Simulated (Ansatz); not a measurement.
**The polar optical mode of BAs at 8.2 GPa, worked through**

Computed with DFT r2SCAN+D3(BJ), scalar-relativistic, plane waves, PAW (Ansatz 0.2.0). Settings: 500 eV plane-wave cutoff, Γ-centred 10×10×10 mesh, fixed occupations. No spin polarisation. Phonons by linear response, acoustic sum rule imposed.

The cell is fixed (symmetry leaves no force on the atoms) and stands under 8.2 GPa:
Space group F-43m (No. 216). a = 4.683 Å, b = 4.683 Å, c = 4.683 Å, α = 90.00°, β = 90.00°, γ = 90.00°
```json
{"atom": "B", "site": "4a", "symmetry": "-43m", "x": "0.0000", "y": "0.0000", "z": "0.0000"}
{"atom": "As", "site": "4d", "symmetry": "-43m", "x": "0.2500", "y": "0.2500", "z": "0.7500"}
```

The cell is the ideal cubic zincblende prototype. The run warned that the force constants aren't converged on this k mesh, so the frequencies and all that is formed from them are rough.

Linear response gives ν_TO = 742.9 cm⁻¹, Born charges ±0.564 e (positive on As) and ε∞ = 9.110. The primitive cell holds 25.678 Å³, and the masses are 10.810 and 74.922 amu.

Q: Find ν_LO and the static dielectric constant.

A: The long-wave field adds a restoring force: ω_LO² − ω_TO² = Z*²e²/(ε_vac ε∞ μV). In these units ν_LO² − ν_TO² = 4.92064×10⁷ Z*²/(μ V ε∞) cm⁻², with μ = m₁m₂/(m₁ + m₂) = 9.447 amu: 7093 cm⁻². So ν_LO = √(742.9² + 7093) = 747.7 cm⁻¹, and the run gives 747.7. Lyddane–Sachs–Teller then gives ε0 = ε∞ (ν_LO/ν_TO)² = 9.23, against 9.23 in the run (it forms both from the same three quantities, so the match checks the arithmetic only). Between ν_TO and ν_LO the dielectric function is negative and an undamped crystal reflects fully: a reststrahlen band from 13.4 to 13.5 μm.

Q: What do the Clausius–Mossotti polarisability and the Szigeti charge come to?

A: With the Lorentz local field, α = (3V/4π)(ε∞ − 1)/(ε∞ + 2) = 4.47 Å³ for the pair, and e_S = 3Z*/(ε∞ + 2) = 0.15 e. The Born charge includes the electrons' response to the dipole's own local field, and e_S takes that enhancement out. The Lorentz field assumes point-like polarisable ions, a poor picture once ε∞ is this large, since the electron clouds then overlap or are shared, so both numbers are formal here.

Q: How strongly does a slow electron couple to the LO mode?

A: For one isotropic parabolic band, Fröhlich's constant is α_F = (1/ε∞ − 1/ε0) √(m* Ry/ħω_LO), with Ry = 13.606 eV, ħω_LO = 92.7 meV and m* in free-electron masses: α_F = 0.0014 × 12.12 × √m* = 0.02 √m*. The band mass isn't part of this run; for m* = 0.1, 0.3 and 1 it gives 0.01, 0.01, 0.02. In weak coupling the polaron lies α_F ħω_LO below the band edge (1 meV at m* = 0.3) with a mass m*(1 + α_F/6); past α_F of about 5 or 6 that expansion fails. A semilocal functional's ε∞ tends to be too large, which taken alone lowers α_F.

Cost: 1 run of about 5 core-minutes, on Intel Xeon Processor @ 2.50GHz (Skylake/Cascade Lake) (shared hosts).

BAs is only weakly polar here, and its polarity is the reverse of that in most III-V compounds: the positive Born charge sits on As, so boron plays the anion's part. Boron and arsenic are close in electronegativity, and boron's compact 2p shell, with no p core beneath it, holds valence charge unusually well for a group 13 element. The bond is therefore nearly covalent. The Born charge measures how polarisation changes as the atoms move, however, and isn't a static ionic charge.

The small LO–TO splitting follows from this modest dynamical charge and from strong electronic screening, while the light boron atom and stiff short bonds place the mode high. The lattice thus adds little to the static dielectric response, and Fröhlich coupling is weak for any ordinary band mass. This suggests that carriers scatter mainly through deformation potentials or defects rather than the polar field, but weak polar coupling alone doesn't establish a high mobility. With a single pressure computed, nothing follows about how compression changes the polarity.
